# Working notes: the Slater virial theorem and the kinetic-potential split along a diatomic curve

## 1. Premises and conventions

I want the electronic kinetic energy and the potential energy of a diatomic molecule from its Born-Oppenheimer curve alone. Equations are in atomic units ($\hbar=m_e=e=4\pi\varepsilon_0=1$; energy in $E_h$, length in $a_0$); small energies I convert to cm$^{-1}$.

**P1.** The nuclei are clamped point charges at $\pm\tfrac12R\hat{\mathbf z}$, with the origin at the midpoint.

**P2.** The $N$ electrons are nonrelativistic and all interactions are Coulombic: $\hat H(R)=\hat T+\hat V(R)$ with $\hat T=-\tfrac12\sum_i\nabla_i^2$ and

$$\hat V=-\sum_{i}\left(\frac{Z_A}{r_{iA}}+\frac{Z_B}{r_{iB}}\right)+\sum_{i<j}\frac1{r_{ij}}+\frac{Z_AZ_B}{R}.$$

The nuclear repulsion belongs to $\hat V$.

**P3.** $\psi(\mathbf r;R)$ is a normalised bound eigenfunction, $\hat H\psi=U(R)\psi$, differentiable in $R$; $\mathbf r$ stands for all $3N$ electron coordinates. The zero of $U$ is the state with all electrons and nuclei at rest at infinite separation.

I write $T(R)=\langle\hat T\rangle$ and $V(R)=\langle\hat V\rangle$, so that $T+V=U$, and a prime means $d/dR$. $T$ contains no nuclear motion.

The only property of $\hat V$ that I need is homogeneity of degree $-1$ in electron coordinates and $R$ together. If all of them are multiplied by $s$, every distance in $\hat V$ is multiplied by $s$, so

$$V(s\mathbf r;sR)=s^{-1}V(\mathbf r;R).\tag{1}$$

## 2. Derivation by scaling

I take the exact eigenfunction belonging to the distance $\eta R$ and shrink it by the factor $\eta$, so that its cusps sit on nuclei a distance $R$ apart:

$$\psi_\eta(\mathbf r)=\eta^{3N/2}\psi(\eta\mathbf r;\eta R).$$

With $\mathbf s=\eta\mathbf r$ the volume element is $d\mathbf r=\eta^{-3N}d\mathbf s$, so $\psi_\eta$ is normalised for every $\eta$.

*Kinetic part.* $\nabla_{\mathbf r}^2=\eta^2\nabla_{\mathbf s}^2$, hence $\langle\psi_\eta|\hat T|\psi_\eta\rangle=\eta^2T(\eta R)$.

*Potential part.* By (1), $V(\mathbf r;R)=V(\mathbf s/\eta;\eta R/\eta)=\eta V(\mathbf s;\eta R)$, hence $\langle\psi_\eta|\hat V(R)|\psi_\eta\rangle=\eta V(\eta R)$.

The energy of the trial function in the Hamiltonian $\hat H(R)$ is therefore

$$E(\eta,R)=\eta^2T(\eta R)+\eta V(\eta R).\tag{2}$$

At $\eta=1$ the trial function is the eigenfunction of $\hat H(R)$. For a normalised family through an eigenfunction, $\partial_\eta E=2\,\mathrm{Re}\langle\partial_\eta\psi|\hat H|\psi\rangle=U\,\partial_\eta\langle\psi|\psi\rangle=0$. This is stationarity only, so excited states are covered as well. Differentiating (2) at $\eta=1$,

$$0=2T+V+R\,(T'+V')=2T+V+RU'.\tag{3}$$

I now have two linear equations for $T$ and $V$. Subtracting $T+V=U$ from $2T+V=-RU'$ gives $T$, and $V=U-T$:

$$\boxed{T=-U-R\,\frac{dU}{dR},\qquad V=2U+R\,\frac{dU}{dR}}\tag{4}$$

This is the molecular virial theorem of Slater (1933).

## 3. The same result from the hypervirial and Hellmann-Feynman theorems

This route shows where $RU'$ comes from physically. Let $\hat G=\sum_i\mathbf r_i\cdot\nabla_i$. For an eigenstate $\langle[\hat H,\hat G]\rangle=U\langle\hat G\rangle-U\langle\hat G\rangle=0$, if $\hat H$ may be moved onto the bra. That is allowed here: $\psi$ decays exponentially, and at a nuclear cusp $\hat G\psi$ stays bounded with a gradient that diverges only as $1/r$, which is square integrable in three dimensions.

For one Cartesian coordinate $\partial_x^2(x\,\partial_xf)=x\,\partial_x^3f+2\,\partial_x^2f$, so $[\partial_x^2,x\partial_x]=2\partial_x^2$; different coordinates commute. Summing, $[\hat T,\hat G]=2\hat T$. For the multiplicative operator, $[\hat V,\hat G]f=V\hat Gf-\hat G(Vf)=-(\hat GV)f$. Hence

$$2T=\Big\langle\sum_i\mathbf r_i\cdot\nabla_iV\Big\rangle.\tag{5}$$

Differentiating (1) with respect to $s$ at $s=1$ (Euler's relation) gives $\sum_i\mathbf r_i\cdot\nabla_iV+R\,\partial_RV=-V$. The Hellmann-Feynman theorem, $U'=\langle\partial_R\hat H\rangle+U\,\partial_R\langle\psi|\psi\rangle=\langle\partial_RV\rangle$, evaluates the second term. So $2T=-V-RU'$, which is (3). The term $RU'$ is the virial of the external forces that hold the nuclei still; it vanishes where no force is needed. For a polyatomic molecule the same steps replace $RU'$ by $\sum_\alpha\mathbf R_\alpha\cdot\nabla_\alpha U$.

A third reading is dimensional. Give the electron a mass $m$ and multiply every Coulomb term by $\lambda$. The energy unit then scales as $m\lambda^2$ and the length unit as $1/(m\lambda)$, so $U=m\lambda^2f(m\lambda R)$ with a fixed function $f$. Since $m\,\partial_m\hat H=-\hat T$ and $\lambda\,\partial_\lambda\hat H=\hat V$, Hellmann-Feynman gives

$$T=-m\,\partial_mU=-U-RU',\qquad V=\lambda\,\partial_\lambda U=2U+RU'.\tag{6}$$

## 4. Reference to separated atoms

Let $\Delta U=U-U(\infty)$, and likewise $\Delta T$, $\Delta V$. If $RU'\to0$ as $R\to\infty$, which holds for any tail $R^{-n}$ with $n>0$, (4) gives $T(\infty)=-U(\infty)$ and $V(\infty)=2U(\infty)$, the atomic virial theorem. Equation (4) is linear in $U$ and the constant has no derivative, so

$$\Delta T=-\Delta U-R\,\Delta U'=-\frac{d(R\,\Delta U)}{dR},\qquad \Delta V=2\Delta U+R\,\Delta U'=\frac1R\frac{d(R^2\Delta U)}{dR}.\tag{7}$$

The zero of energy matters. A curve measured from the dissociation limit gives $\Delta T$ and $\Delta V$; a curve measured from its own minimum gives changes relative to the values at $R_e$; only the absolute zero of P3 gives $T$ and $V$ themselves.

Where $\Delta U\neq0$ I define the local exponent $s(R)=-R\,\Delta U'/\Delta U$. Then

$$\Delta T=(s-1)\,\Delta U,\qquad\Delta V=(2-s)\,\Delta U.\tag{8}$$

## 5. Equilibrium

At $R_e$, $U'=0$, $\Delta U=-D_e$ and $U''=k_e$. From (7),

$$\Delta T(R_e)=+D_e,\qquad\Delta V(R_e)=-2D_e.$$

Differentiating (4), $T'=-U'-U'-RU''=-2U'-RU''$ and $V'=2U'+U'+RU''=3U'+RU''$. At the minimum

$$\boxed{T'(R_e)=-R_ek_e,\qquad V'(R_e)=+R_ek_e}\tag{9}$$

The flat bottom of the curve is a cancellation of two finite slopes: on stretching, $T$ falls and $V$ rises at the same rate. One more derivative gives $T''=-3U''-RU'''$, which I need below to size the curvature.

Integrating the first form of (7) outward, for a tail with $R\,\Delta U\to0$,

$$\int_R^\infty\Delta T\,dR'=R\,\Delta U(R),\qquad\text{so}\qquad\int_{R_e}^\infty\Delta T\,dR=-R_eD_e.\tag{10}$$

The integrand starts at $+D_e$ and the integral is negative, so $\Delta T$ must change sign outside $R_e$. In terms of (8): if $\Delta U<0$ for all $R\ge R_e$, $s$ runs continuously from $0$ at $R_e$ to the tail exponent $n$. For $n>2$ it passes $1$ before it first reaches $2$. Going outward there is thus a region with $\Delta T>0,\Delta V<0$, then one with both negative, and finally one with $\Delta T<0,\Delta V>0$. Statements that binding is "kinetic" or "potential" in origin depend on the distance at which they are made, and (4) is bookkeeping for exact states at each $R$; it does not by itself assign a cause.

## 6. Inverse-power tail

For $\Delta U=-C_n/R^n$, $R\,\Delta U'=+nC_n/R^n$, and (7) gives $\Delta T=(1-n)C_n/R^n$ and $\Delta V=(n-2)C_n/R^n$:

$$\boxed{\Delta T=-(n-1)\frac{C_n}{R^n},\qquad\Delta V=+(n-2)\frac{C_n}{R^n}}\tag{11}$$

The sum is $-C_n/R^n$, as required. By linearity a sum of such terms is treated term by term. For London dispersion $\Delta T=-5C_6/R^6$ and $\Delta V=+4C_6/R^6$. Equation (6) says the same: $C_n$ is an energy times a length to the $n$th power, so $C_n\propto m^{1-n}\lambda^{2-n}$.

A positive $\Delta V$ for an attraction produced by a Coulomb coupling looked odd to me, so I rederived it from perturbation theory.

Neglect overlap, assign each electron to one of two neutral S-state atoms, and write $\hat H=\hat H_0+\kappa\hat W$, with $\hat H_0=\hat T+\hat V_{\rm intra}$ the two free atoms and $\hat W$ the multipole coupling of a $2^{l_A}$-pole on A to a $2^{l_B}$-pole on B. $\hat W$ is proportional to $R^{-(l_A+l_B+1)}$ and homogeneous of degree $l_A+l_B$ in the electron coordinates measured from their own nuclei. The first-order energy vanishes for S states, and in second order different $(l_A,l_B)$ do not mix, because each reaches only intermediate states with atomic angular momenta $l_A$ and $l_B$. So $\Delta U=-\kappa^2X$, where $X=C_n/R^n$ is the contribution of this coupling and $n=2(l_A+l_B+1)$. All statements below hold to order $\kappa^2$, with $\kappa=1$ at the end.

1. Hellmann-Feynman in $\kappa$: $\langle\kappa\hat W\rangle=\kappa\,\partial_\kappa\Delta U=-2X$.
2. The remainder is the distortion energy: $\Delta T+\Delta V_{\rm intra}=\Delta U-\langle\hat W\rangle=+X$.
3. Relation (5), with $\hat G$ built from coordinates relative to each electron's own nucleus: $\hat V_{\rm intra}$ has degree $-1$ and $\hat W$ degree $n/2-1$, so $2T=-V_{\rm intra}+(n/2-1)\langle\hat W\rangle$. Subtracting the free-atom relation, $2\Delta T+\Delta V_{\rm intra}=-(n-2)X$.
4. Step 3 minus step 2: $\Delta T=-(n-1)X$, then $\Delta V_{\rm intra}=+nX$ and $\Delta V=nX-2X=(n-2)X$.

This is (11). For $n=6$ the split is $\Delta T=-5X$, $\Delta V_{\rm intra}=+6X$, $\langle\hat W\rangle=-2X$. The interatomic coupling is attractive, but the admixed excited configurations lower the kinetic energy and weaken the intra-atomic binding potential by more than the coupling gains.

**Exactly solvable test.** A hydrogen atom in the field $F=1/R^2$ of a distant proton has $\hat W=Fz$ with $z$ along the field ($l_A=1$, $l_B=0$, $n=4$). Write $\psi=\psi_0(1+Ff_1+F^2f_2)$, $\psi_0=e^{-r}/\sqrt\pi$. Since $(\hat H_0-E_0)(\psi_0f)=\psi_0\left[-\tfrac12\nabla^2f+\partial_rf\right]$, the first-order equation is $-\tfrac12\nabla^2f_1+\partial_rf_1=-z$, solved by $f_1=-(r+r^2/2)\cos\theta$. The spherical part of the second-order equation is $-\tfrac12\nabla^2f_2+\partial_rf_2=E_2+(r^2+r^3/2)/3$. The operator maps $r^k$ to $-\tfrac12k(k+1)r^{k-2}+kr^{k-1}$; matching powers from the top gives $f_2=\tfrac34r^2+\tfrac14r^3+\tfrac1{24}r^4$ and $E_2=-\tfrac94$. The angular average of $f_1^2+2f_2$ is $g=\tfrac{11}6r^2+\tfrac56r^3+\tfrac16r^4$. With $\langle r^k\rangle_0=(k+2)!/2^{k+1}$, $\langle g\rangle_0=\tfrac{31}2$ and $\langle g/r\rangle_0=\tfrac{13}2$. Normalising, with $\langle1/r\rangle_0=1$, $\Delta\langle1/r\rangle=(\tfrac{13}2-\tfrac{31}2)F^2=-9F^2$. So $\Delta V_{\rm intra}=+9F^2=4X$ with $X=\tfrac94F^2$, and step 2 gives $\Delta T=X-4X=-3X=-\tfrac{27}4F^2$. This is (11) for $n=4$, obtained without the virial relation.

**Exponential terms.** For $\Delta U_{\rm ex}=\mp AR^{p}e^{-\beta R}$ the local exponent is $s=\beta R-p$, so by (8)

$$\Delta T_{\rm ex}=(\beta R-p-1)\,\Delta U_{\rm ex},\qquad\Delta V_{\rm ex}=-(\beta R-p-2)\,\Delta U_{\rm ex}.\tag{12}$$

The multiplier grows with $R$. Steeper terms weigh more in $\Delta T$ and $\Delta V$ than in $\Delta U$, so a pure $C_6$ description fails earlier for the components than for the energy.

## 7. Approximate wavefunctions

Take any normalised approximate family $\phi(\mathbf r;R)$, such as a variational calculation in a basis centred on the nuclei, with expectation values $t(R)$ and $v(R)$, and scale it as in section 2: $E(\eta,R)=\eta^2t(\eta R)+\eta v(\eta R)$. With $T=\eta^2t$ and $V=\eta v$,

$$\eta\,\partial_\eta E=2T+V+\eta R\,(\eta^2t'+\eta v'),\qquad R\,\partial_RE=\eta R\,(\eta^2t'+\eta v'),$$

so that

$$2T+V+R\,\partial_RE=\eta\,\partial_\eta E.\tag{13}$$

If $\eta$ is optimised at each $R$, the right side vanishes and $\partial_RE$ equals the total derivative of the optimised curve, so (4) holds exactly for the approximate $U$, $T$, $V$. No Hellmann-Feynman force was used, and a poor wavefunction can satisfy (4). The theorem is a necessary test and far from a sufficient one. If $\eta$ is frozen, the defect in (13) is first order in the scale mismatch $\delta\eta$: for an atom $T$ shifts by $2T\delta\eta$ and the energy only by $T\delta\eta^2$. For a non-variational method the quantities that enter (13) are the derivatives $-m\,\partial_mE$ and $\lambda\,\partial_\lambda E$ at fixed basis, which differ in general from expectation values.

## 8. Range of validity

- **Exact** under P1 to P3, for every bound electronic state and every $R$ at which $U$ is differentiable. At a crossing of states of different symmetry each state is followed separately; through a narrow avoided crossing (4) holds for the adiabatic curve, and $T$ and $V$ vary rapidly.
- **All electrons, bare Coulomb forces.** A pseudopotential, a core-polarisation potential or an external field violates (1) and adds its own virial. A valence-only model of Li$_2$ does not obey (4) for its valence kinetic energy.
- **Density-functional theory.** $T$ is the interacting kinetic energy $T_s+T_c$; the Kohn-Sham $T_s$ alone does not satisfy (4).
- **Nuclear motion.** $U$ excludes the diagonal adiabatic correction. A curve fitted to spectra contains such terms, of relative order $m_e/\mu$.
- **Relativity and retardation.** The relativistic kinetic operator is not homogeneous of degree $-2$; I expect corrections of relative order $(Z\alpha)^2$ or less. The Coulomb form of dispersion needs $R\ll\hbar c/\Delta E$, with $\Delta E$ the dominant atomic excitation, and the leading correction is of relative order $(R\,\Delta E/\hbar c)^2$.
- **Equation (11)** further needs negligible overlap. The multipole series is asymptotic, and each term's weight in $\Delta T$ is $n-1$.

## 9. Numerical illustration: $^7$Li$_2$

Inputs, all typical approximate values for the ground state $X\,^1\Sigma_g^+$ and the Li(2s)+Li(2s) limit, chosen so that the model has the typical well and tail of this molecule:

| input | typical value |
|---|---|
| $R_e$ | 2.673 Å |
| $\omega_e$ | 351.4 cm$^{-1}$ |
| $D_e$ | 8517 cm$^{-1}$ |
| mass of $^7$Li | 7.016 u |
| $C_6,\ C_8,\ C_{10}$ | $1393,\ 8.34\times10^4,\ 7.37\times10^6$ a.u. |
| exchange $A,\ p,\ \beta$ | $0.013,\ 4.56,\ 1.259$ a.u. |
| energy of the Li atom | $-7.478\,E_h$ |
| 2s-2p excitation | 1.85 eV |
| $^7$Li hyperfine splitting | 0.80 GHz |

Everything that follows is the model's result for these inputs.

**At the minimum.** $\mu=3.508$ u, $R_e=5.051\,a_0$, and $k_e=\mu(2\pi c\,\omega_e)^2=25.5$ N/m $=0.01639\,E_h/a_0^2$. Then $\Delta T(R_e)=+0.0388\,E_h$, $\Delta V(R_e)=-0.0776\,E_h$, and (9) gives $T'(R_e)=-0.0828\,E_h/a_0$. Linear extrapolation puts the zero of $\Delta T$ at $D_e/(R_ek_e)=0.47\,a_0$ beyond $R_e$. The curvature is not negligible. To size it I assume a Morse shape, $\Delta U=D_e(e^{-2x}-2e^{-x})$ with $x=a(R-R_e)$ and $a=\sqrt{k_e/2D_e}=0.460\,a_0^{-1}$, for which $U'''(R_e)=-3ak_e$, $T''(R_e)=3k_e(aR_e-1)=0.065\,E_h/a_0^2$ and

$$\Delta T=D_e\left[(2aR-1)e^{-2x}-2(aR-1)e^{-x}\right].$$

Its zero, the root of $e^{-x}=2(aR-1)/(2aR-1)$, lies $0.59\,a_0$ beyond $R_e$. The Morse shape overstates the anharmonicity of this state: it implies $\omega_ex_e=\omega_e^2/4D_e=3.6$ cm$^{-1}$ where about 2.6 cm$^{-1}$ is typical, roughly 40 per cent too high. I therefore read the two numbers as a probable bracket for the sign change. The sum rule (10) demands $\int_{R_e}^\infty\Delta T\,dR=-0.196\,E_ha_0$.

**In the tail, $R=20\,a_0$.** The ratios $C_8/C_6=59.9\,a_0^2$ and $C_{10}/C_8=88.4\,a_0^2$ grow; to size the first omitted even term I assume $C_{12}/C_{10}=120\,a_0^2$. Exchange lowers the singlet (upper sign of $\Delta U_{\rm ex}$), and its multiplier in (12) is $\beta R-p-1=19.6$. In cm$^{-1}$:

| term | $\Delta U$ | $\Delta T$ | $\Delta V$ |
|---|---|---|---|
| $C_6$ | $-4.78$ | $-23.9$ | $+19.1$ |
| $C_8$ | $-0.715$ | $-5.01$ | $+4.29$ |
| $C_{10}$ | $-0.158$ | $-1.42$ | $+1.26$ |
| $C_{12}$ (assumed) | $-0.047$ | $-0.52$ | $+0.47$ |
| exchange, singlet | $-0.028$ | $-0.56$ | $+0.53$ |
| sum | $-5.7$ | $-31$ | $+26$ |

The sums are rounded separately and to two figures, because the last two rows are only estimates and each is worth about half a wavenumber in $\Delta T$. For the triplet $a\,^3\Sigma_u^+$ the dispersion rows are the same and the exchange row changes sign.

The $C_6$ row is the result proper: an attraction of 4.78 cm$^{-1}$ is a fall of 23.9 cm$^{-1}$ in kinetic energy against a rise of 19.1 cm$^{-1}$ in potential energy, the latter made of $+28.7$ cm$^{-1}$ within the atoms and $-9.55$ cm$^{-1}$ of dipole-dipole coupling between them. At this distance $C_6$ supplies 83 per cent of $\Delta U$ but only 76 per cent of $\Delta T$, and the ratio $\Delta T/\Delta U$ is 5.5 in place of 5, a local exponent $s=6.5$.

How far out is the pure $C_6$ form good? The $C_8$ correction is $(C_8/C_6)/R^2$ relative to the leading term in $\Delta U$ and $\tfrac75(C_8/C_6)/R^2$ in $\Delta T$. It drops below 5 per cent at $35\,a_0$ for the energy and at $41\,a_0$ for the kinetic part. Inward the limit is set by exchange: at $15\,a_0$ it is 15 per cent of the $C_6$ term in $\Delta U$ and 41 per cent in $\Delta T$. By (10) the whole region beyond $20\,a_0$ contributes $R\,\Delta U=-5.2\times10^{-4}\,E_ha_0$, or 0.3 per cent of the sum rule, so the large negative lobe of $\Delta T$ lies at intermediate distances where the atoms overlap.

Sizes of the effects outside the premises: $m_e/\mu=1.6\times10^{-4}$; $(Z\alpha)^2=4.8\times10^{-4}$ for $Z=3$; $\hbar c/\Delta E=2.0\times10^3\,a_0$, which makes the retardation parameter $1.0\times10^{-4}$ at $20\,a_0$. All lie far below the truncation of the series. The hyperfine splitting, 0.027 cm$^{-1}$, is comparable to the singlet-triplet gap of 0.057 cm$^{-1}$ at $20\,a_0$, so from about here outward the true states mix singlet and triplet. That affects the exchange row only.

Finally, the reason for taking $\Delta T$ from the curve and not from a difference of expectation values. The separated atoms carry $T(\infty)=14.956\,E_h$, while $\Delta T(20\,a_0)=-1.4\times10^{-4}\,E_h$, a fraction $9.6\times10^{-6}$. Since a scale mismatch shifts $T$ by $2T\delta\eta$, a direct calculation good to 1 per cent in $\Delta T$ needs the mismatch to be the same in dimer and atoms to within $4.8\times10^{-8}$. Equation (7) needs only $\Delta U$ and its slope, and for this model of Li$_2$ at $20\,a_0$ it gives $\Delta T\approx-31$ cm$^{-1}$ and $\Delta V\approx+26$ cm$^{-1}$, of which $-5C_6/R^6$ and $+4C_6/R^6$ are about three quarters.